Q: A crystal of cubic NaGeF₃ is squeezed or stretched equally in all directions, and I want its new band gap. Must I run a calculation each time?

A: For a change of 5 % in length you can get close by hand, once you see what moves the gap. These are the computed cases. The strain is the change per length, and the band gap change is counted from the unstrained crystal at the same level of theory.

Cubic perovskite NaGeF3 (Pm-3m, 5 atoms per cell, unstrained a = 4.348 Å) under hydrostatic strain, given per length; changes are relative to the unstrained cell with the same functional. Ansatz 0.2.0, plane-wave PAW DFT, no spin polarisation, unstrained cell relaxed with r2SCAN. The k mesh is 4×4×4 for HSE06 and 6×6×6 for PBE and r2SCAN.

```csv
functional,strain (%),band gap (eV),band gap change (eV),least direct gap change (eV)
HSE06,-5,0.811,-1.362,-0.879
HSE06,5,3.256,1.083,0.648
PBE,-5,0.071,-1.239,-0.754
PBE,5,2.283,0.973,0.542
r2SCAN,-5,0.317,-1.358,-0.801
r2SCAN,5,2.670,0.995,0.577
```

Q: Squeezing narrows the gap and stretching widens it. I would have guessed the opposite, since shorter bonds are stronger bonds.

A: That guess can hold when the filled states at the top are bonding. Here the top filled state is antibonding. Each Ge ion keeps a filled 4s shell, which overlaps with the 2p shells of its six F neighbours. Their mixing pushes one filled level down and another up, and the upper one is the valence edge. Shorter bonds mean more overlap, so this edge is pushed up towards the empty states and the gap shrinks.

Q: Do the calculations show that, or is it a textbook picture?

A: The assignment comes from theory, by the symmetry of the levels, and the rise of the edge under compression is what theory expects from it. The level positions fit the assignment well. In the unstrained HSE06 crystal, at the point R where the valence edge lies, the two levels of the right symmetry are 12.5 eV apart, with the other F 2p levels between them. At the point Γ, symmetry keeps the Ge 4s shell from mixing with F 2p, and there its level lies among the F 2p levels. So the two shells start close in energy, and the wide splitting at R comes mostly from their mixing.

Q: Then is the whole gap change the rise of this one edge?

A: That depends on what you measure the rise against, because the table holds only differences between levels. The least direct gap is taken at R alone, between the valence edge and the lowest empty state there. Its change makes up only 56 to 65 % of the gap change. The rest arises because the lowest empty state of the crystal lies at another point and shifts relative to the one at R. A rule for the gap has to cover both parts.

Q: How do I turn this into a number?

A: When two levels mix strongly, the upper one is raised roughly in proportion to their coupling. By Harrison's rule, a coupling between s and p shells falls off as $1/d^2$, where $d$ is the bond length. I assume that all other shifts that enter the gap, those of the empty states included, scale in the same way. The gap is then a constant minus $A(d_0/d)^2$, with $d_0$ the unstrained bond length, and its change is

$$\Delta E = A\left[1-\left(\frac{d_0}{d}\right)^2\right].$$

The single parameter $A$ was fitted to five of the six rows and came out at 11.8 eV. It lumps all the shifts together, so don't read it as the strength of one bond.

Q: Let me try HSE06 at 5 % compression. The bond ratio $d/d_0$ is 0.95, its square is 0.9025, and the inverse of that is 1.108. The bracket is −0.108, and times 11.8 eV I get −1.27 eV.

A: The calculation gives −1.36 eV, so you are 0.09 eV short. To get the gap itself, you need the unstrained value, which follows from the table as 0.81 + 1.36 = 2.17 eV. Your estimate is then 2.17 − 1.27 = 0.90 eV, against a computed 0.81 eV.

Q: And PBE at 5 % expansion? The inverse square of 1.05 is 0.907, the bracket is 0.093, and the gap should widen by 1.10 eV.

A: The computed widening is 0.97 eV, so the rule overshoots by 13 % of that value. This is its worst row. Both of your examples were part of the fit, so they show how well the formula can follow the data and are no independent test. Over all six rows the typical (rms) miss is 0.08 eV.

Q: Which row did you leave out of the fit, and why?

A: r2SCAN at 5 % expansion. In the other five rows the lowest empty state is at the point Γ, but there it has moved to X. The gap then belongs to a different pair of states, and the rule assumes that the pair stays the same. It still comes within about 0.1 eV, but a switch of this kind is a reason to distrust any such formula at larger strain.

Q: Why not simply use a straight line, so many eV per percent?

A: Because the response is lopsided: with each functional, compression changes the gap more than expansion does. A straight line has no room for that, and its typical miss on the fitted rows is about twice as large. The inverse square bends the right way, though not enough, so it overestimates the widening with all three functionals.

Q: Would a steeper power do better?

A: It does. With $1/d^4$ the typical miss on the fitted rows drops from 0.08 to 0.06 eV. That power is what theory gives for weak mixing, and the wide splitting at R speaks against weak mixing here. You may use it as a handy interpolation, but its success doesn't tell you why the gap moves. With HSE06 and PBE, the table places the extra curvature in the direct gap at R: its change is more lopsided than the inverse square allows, while the remaining part of the gap change is not. Why the direct gap bends so strongly remains open.

Q: The three functionals disagree on the gap. Does each need its own $A$?

A: Not at this accuracy. Their unstrained gaps spread over 0.86 eV, but the changes at a given strain spread over only about 0.12 eV. PBE and r2SCAN give smaller gaps than HSE06, but by roughly similar amounts before and after the strain, so most of that disagreement cancels in the change. So the change can be borrowed from a cheap functional, while the starting gap can't.

Q: PBE leaves only 0.07 eV at 5 % compression. Is the crystal about to become a metal?

A: I wouldn't conclude that. PBE is known to give gaps that are too small, and HSE06 still finds 0.81 eV in the same cell. The rule can't settle such a case either, because its own error is as large as the gap that is left.

Q: How far may I carry the rule?

A: Between 5 % compression and 5 % expansion you are interpolating, and beyond that you are guessing. The crystal must also be cubic to begin with and stay so, which these calculations impose and don't test: if the F octahedra tilt or Ge moves off centre, the overlap changes in ways that one bond length can't describe. For a related cubic halide whose metal ion also keeps a filled s shell, such as Sn²⁺ or Pb²⁺, expect the same direction, but get a new $A$ from one strained calculation.

Q: And for a quick estimate, with no time for squares?

A: Take the unstrained gap from the best level of theory you have. Subtract 1.3 eV for 5 % compression or add 1.1 eV for 5 % expansion, and allow an error of about 0.1 eV on that change. This error is measured against calculations for the ideal cubic crystal, not against experiment. The output below lists the miss of each row.

Output of the analysis:

```
fit of band_gap_change on 5 rows (keep): coefficient of xsq 11.83 +/- 0.39; rms 0.0792, worst PBE 0.127, leave-one-out rms 0.0983
  rows outside the fit (model, value, miss): r2SCAN 1.1, 0.995, 0.105
fit of band_gap_change on 5 rows (keep): coefficient of xfour 5.796 +/- 0.13; rms 0.0562, worst PBE -0.0809, leave-one-out rms 0.0708
  rows outside the fit (model, value, miss): r2SCAN 1.028, 0.995, 0.0326
fit of band_gap_change on 5 rows (keep): coefficient of strain 0.2406 +/- 0.015; rms 0.154, worst PBE 0.23, leave-one-out rms 0.192
  rows outside the fit (model, value, miss): r2SCAN 1.203, 0.995, 0.208
Rule A[1-(d0/d)^2] and rivals, energies in eV:
     row  strain_pct   factor  rule_change  rule_miss   d4_miss  linear_miss  rule_gap
   HSE06          -5   -0.108       -1.278    0.08369    0.0421        0.159    0.8947
   HSE06           5  0.09297          1.1    0.01708  -0.05544         0.12     3.273
     PBE          -5   -0.108       -1.278   -0.03931   -0.0809        0.036   0.03169
     PBE           5  0.09297          1.1     0.1271   0.05456         0.23      2.41
  r2SCAN          -5   -0.108       -1.278    0.07969    0.0381        0.155    0.3967
  r2SCAN           5  0.09297          1.1     0.1051   0.03256        0.208     2.775
Parts of the gap change, eV:
     row  unstrained_gap  direct_part  conduction_edge_part  direct_share_pct  A_needed
   HSE06           2.173       -0.879                -0.483             64.54     12.61
   HSE06           2.173        0.648                 0.435             59.83     11.65
     PBE            1.31       -0.754                -0.485             60.86     11.47
     PBE            1.31        0.542                 0.431              55.7     10.47
  r2SCAN           1.675       -0.801                -0.557             58.98     12.57
  r2SCAN           1.675        0.577                 0.418             57.99      10.7
rms miss of the 1/d^2 rule over all six rows, eV: 0.08405
largest miss of the 1/d^2 rule over all six rows, eV: 0.1271
largest miss of the 1/d^2 rule, percent of the change: 13.06
spread of gap changes between functionals at -5 %, eV: 0.123
spread of gap changes between functionals at +5 %, eV: 0.11
spread of unstrained gaps between functionals, eV: 0.863
separation of the two valence singlets at R, unstrained HSE06, eV: 12.53
```
